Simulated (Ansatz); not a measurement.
# Lattice heat capacity of rocksalt KI and NaI against T/θ from LDA phonons: the range of a single Debye temperature

Alkali iodide crystals used as scintillator hosts can crack under thermal shock, and the temperature rise that follows a heat pulse is set by their heat capacity. A thermal model is simpler if one Debye temperature θ per crystal is enough. This section examines whether KI and NaI then share one curve against T/θ, and where that description fails. The harmonic heat capacity at constant volume, per mole of atoms, is calculated from LDA phonons between 50 and 800 K. It is compared with the Debye function, using θ from the second moment of each crystal's own phonon spectrum, and with the classical limit of 24.94 J/(mol K).

## Calculations

Known crystals without imaginary modes on mesh or path. The structures stem from measured cells of the Crystallography Open Database, directly or through a relaxation at another level; cell and atoms were relaxed at zero pressure at each row's own level, inside the symmetry of the start, with no thermal or zero-point expansion. Program: Ansatz 0.2.0, plane waves, LDA, the program's default PAW potentials, scalar-relativistic without spin-orbit coupling, no spin polarisation. Wave-function cutoff 420 eV (the default for the potentials of each cell); on the k meshes (Γ-centred) the least product of divisions and cell-vector length runs from 35 to 39 Å, relaxations included. Residual pressures at rest stay under 0.01 GPa. Occupations: fixed. Harmonic modes at natural masses come from linear response (density functional perturbation theory), with the acoustic sum rule imposed. The sums run over phonons interpolated from the q mesh of each crystal (span 9 Å or more), at the static cell. The tabled runs alone: cutoff 420 eV, k length 35 to 39 Å, k mesh 8×8×8. The rows are a selection of points from finer curves.

Notes on method and selection:

- The second moment fixes the approach to the classical limit: C ≈ 3R(1 − θ²/(20T²)). At low T the lowest branches decide.
- Harmonic lattice part alone: no electronic or expansion terms. The 50 K rows are the least sure on these meshes.
- Spin-orbit coupling is left out; it matters most with heavy elements (here I).
- Runs that did not converge, have known faults or may not be shown are not listed, and runs on Ansatz's PAW sets soft_1 and soft_2 are kept to separate tables.

Columns:

- T over θ: temperature over the second-moment Debye temperature of the crystal.
- Debye temperature (K): Debye temperature from the second moment of the phonon density of states, (ħ/k)·√(5⟨ω²⟩/3).
- mass ratio: heaviest over lightest atomic mass.
- heat capacity (J/(mol K)): harmonic lattice heat capacity at constant volume per mole of atoms (classical limit 24.94).
- entropy (J/(mol K)): harmonic vibrational entropy per mole of atoms.

## Table of results

```
member  crystal         T over θ  temperature (K)  Debye temperature (K)  mass ratio  heat capacity (J/(mol K))  entropy (J/(mol K))
50 K    KI (rocksalt)   0.296     50               169                    3.25        15.77                      12.03
100 K   KI (rocksalt)   0.592     100              169                    3.25        21.80                      25.31
150 K   KI (rocksalt)   0.888     150              169                    3.25        ?                          ?
200 K   KI (rocksalt)   1.183     200              169                    3.25        24.08                      41.36
300 K   KI (rocksalt)   1.775     300              169                    3.25        24.55                      51.23
500 K   KI (rocksalt)   2.959     500              169                    3.25        24.80                      63.85
800 K   KI (rocksalt)   4.734     800              169                    3.25        24.89                      75.53
50 K    NaI (rocksalt)  0.250     50               200                    5.52        13.93                      9.83
100 K   NaI (rocksalt)  0.500     100              200                    5.52        20.79                      22.07
150 K   NaI (rocksalt)  0.750     150              200                    5.52        22.91                      30.98
200 K   NaI (rocksalt)  1.000     200              200                    5.52        23.76                      37.70
300 K   NaI (rocksalt)  1.500     300              200                    5.52        24.40                      47.48
500 K   NaI (rocksalt)  2.500     500              200                    5.52        24.75                      60.05
800 K   NaI (rocksalt)  4.000     800              200                    5.52        24.86                      71.71
```

Cells marked ? are withheld until the estimate has been made.

## The trend and its physics

At equal temperature KI has the larger heat capacity, by 21.80 − 20.79 = 1.01 J/(mol K) at 100 K and by only 0.03 J/(mol K) at 800 K. Its modes are lower in frequency and fill earlier. The masses suffice for the sign: with equal restoring forces on all ions, ⟨ω²⟩ goes as the sum of the inverse masses, hence as one plus the mass ratio when iodine is the shared heavy ion, and θ(NaI)/θ(KI) would be √((1 + 5.52)/(1 + 3.25)) = 1.24, against 200/169 = 1.18 in the table. The effective restoring forces are therefore somewhat weaker in NaI.

The Debye function is C = 9R(T/θ)³ ∫ x⁴eˣ/(eˣ − 1)² dx, taken from 0 to θ/T, with 3R = 24.94 J/(mol K). From T/θ = 0.5 upwards the rows shown for both crystals follow it to about 0.2 J/(mol K) or better. The largest departure in this range is that of NaI at 100 K, 20.79 against 3 × 24.94 × 0.500³ × 2.2 = 20.6, where the last factor is the integral.

At 50 K the single θ fails. There the Debye function reaches a fraction 0.60 of the classical limit for KI and 0.50 for NaI, that is 24.94 × 0.60 = 15.0 J/(mol K) and 24.94 × 0.50 = 12.5, while the phonon sums give 15.77 and 13.93. The excess has the sign expected of a spectrum broader than Debye's at the same second moment: its low branches lie lower and are already excited, while the high optical modes still contribute little. These rows are the least sure on the q meshes used, so the size of the excess is less firm than its sign, which the 100 K rows share.

Entropy shows a difference in spectral shape that survives at high temperature. If θ were the only difference, KI would lead NaI at 800 K by close to 24.94 × ln(200/169) = 4.20 J/(mol K). The lead is 75.53 − 71.71 = 3.82. NaI thus has more entropy than its θ implies relative to KI, as a broader spectrum would give. Its larger mass ratio, which tends to push acoustic and optical modes apart, is a possible cause.

## A prediction

Plain estimates from the members shown:

- 150 K (KI (rocksalt)), straight-line interpolation between 100 K and 200 K: w = (0.888 − 0.592) / (1.183 − 0.592) = 0.501, so 21.80 + 0.501 × (24.08 − 21.80) = 22.94 J/(mol K)
- 150 K (KI (rocksalt)), from its own NaI (rocksalt) value plus the mean shift KI (rocksalt) − NaI (rocksalt) over the other 6 members (+0.57, standard deviation 0.66): 22.91 + 0.57 = 23.48 J/(mol K)

Both plain estimates for KI at 150 K have a weakness. The straight line gives 22.94 J/(mol K), too low because the heat capacity bends over between 100 and 200 K. The mean shift from NaI gives 23.48, but its +0.57 is inflated by the 50 K pair; the shifts at 100 and 200 K are 1.01 and 24.08 − 23.76 = 0.32.

The high-temperature expansion is a better route. Its leading part is 24.94 × (1 − 169²/(20 × 150²)) = 23.36. The next term is positive and falls as 1/T⁴, so it can be taken from KI at 100 K. There the leading part is 24.94 × (1 − 169²/(20 × 100²)) = 21.38, which leaves 21.80 − 21.38 = 0.42. Scaled to 150 K this becomes 0.42 × (100/150)⁴ = 0.08, and the sum is 23.44.

For NaI the leading part at 150 K is 24.94 × (1 − 200²/(20 × 150²)) = 22.72, and the remainder at 100 K is 20.79 − 24.94 × (1 − 200²/(20 × 100²)) = 0.84. The same steps then give 22.72 + 0.84 × (100/150)⁴ = 22.89 at 150 K, against 22.91 in the table, a miss of 0.02. The neglected term goes as (θ/T)⁶, so for KI the miss should shrink to 0.02 × (169/200)⁶ = 0.01. Adding it gives 23.45 J/(mol K). The error bar of 0.01 covers the printed rounding and the difference in spectral shape between the two crystals, which makes the transferred correction uncertain by about its own size.

**Committed estimate, 150 K (KI (rocksalt)): heat capacity = 23.45 ± 0.01 J/(mol K).**

## The withheld result

```
member  crystal        T over θ  temperature (K)  Debye temperature (K)  mass ratio  heat capacity (J/(mol K))  entropy (J/(mol K))
150 K   KI (rocksalt)  0.888     150              169                    3.25        23.45                      34.52
```

```
member                 estimate                   heat capacity (J/(mol K))  computed  estimate − computed  miss in error bars
150 K (KI (rocksalt))  committed                  23.45                      23.45     0.00                 0.0
150 K (KI (rocksalt))  interpolation              22.94                      23.45     −0.51
150 K (KI (rocksalt))  shift from NaI (rocksalt)  23.48                      23.45     +0.03
```

The estimate of 23.45 J/(mol K) agrees with the computed value to the printed digits and so lies inside its error bar of 0.01. The straight line falls 0.51 short, as expected for a curve that bends over between 100 and 200 K.

The shift from NaI misses by only 0.03, so the objection raised against it had little effect in size. The actual difference at 150 K is 23.45 − 22.91 = 0.54, close to the mean of 0.57. That mean combines 15.77 − 13.93 = 1.84 at 50 K with nearly nothing at 500 and 800 K, and would serve badly at most other temperatures.

The high-temperature expansion held. The second moment alone gives 23.36, and the term scaled from 100 K supplies nearly all of the remaining 0.09. The last correction of 0.01, taken from NaI, is no larger than the printed rounding and remains untested. The result says little about the shape of the spectrum, since the plain Debye function with θ = 169 K, expanded at high temperature, already gives 24.94 × (1 − (169/150)²/20 + (169/150)⁴/(20 × 28)) = 23.43.

## Outliers

In heat capacity the two 50 K rows stand apart from the Debye curve, NaI by 13.93 − 12.5 = 1.4 J/(mol K) and KI by 15.77 − 15.0 = 0.8. Both lie above it, as expected when the low branches are softer than a Debye spectrum of the same second moment allows. The larger excess of NaI is not purely a matter of its spectrum, because 50 K is also a lower T/θ for NaI (0.250 against 0.296).

In entropy the departure is not confined to single rows. With the same θ, the high-temperature Debye form S = 24.94 × (4/3 + ln(T/θ)) gives 24.94 × (4/3 + ln(800/169)) = 72.0 J/(mol K) for KI and 24.94 × (4/3 + ln(800/200)) = 67.8 for NaI at 800 K, against 75.53 and 71.71 in the table. The excesses, 75.53 − 72.0 = 3.5 and 71.71 − 67.8 = 3.9, are much larger than the difference of 0.38 between the crystals discussed above. They arise mostly below 50 K, where the extra heat capacity is divided by a small T in the entropy integral, and they persist on heating.

## Summary

For these two crystals one Debye curve with the second-moment θ gives the heat capacity to about 0.2 J/(mol K) from T/θ = 0.5 and to about 0.05 from 0.75. It fails at 50 K, and for entropy it fails at every temperature shown. Entropy at high temperature needs a lower θ: 169 × exp(−3.5/24.94) = 147 K for KI and 200 × exp(−3.9/24.94) = 171 K for NaI. Whether other iodides follow equally well is not shown by two crystals.

For a thermal model, KI at 300 K takes up 2 × 24.55 = 49.10 J/(mol K) per formula unit, or 49.10 / (39 × (1 + 3.25)) = 0.30 J/(g K), with 39 g/mol for potassium and the mass ratio of the table.

Two further effects limit the use of these values. Thermal expansion, left out here, raises the constant-pressure value by roughly 1 to 2 J/(mol K) per mole of atoms at 300 K, well above the spread about the Debye curve there, and by more on further heating. The static LDA cell is usually too small and its modes too stiff, which lowers the heat capacity, among the temperatures shown most strongly at 50 K.

[Logs are printed without paths, hosts, clocks, repeated set-up lines and the standing remarks that a program may print on its own settings, such as how far it seeks lower states.]
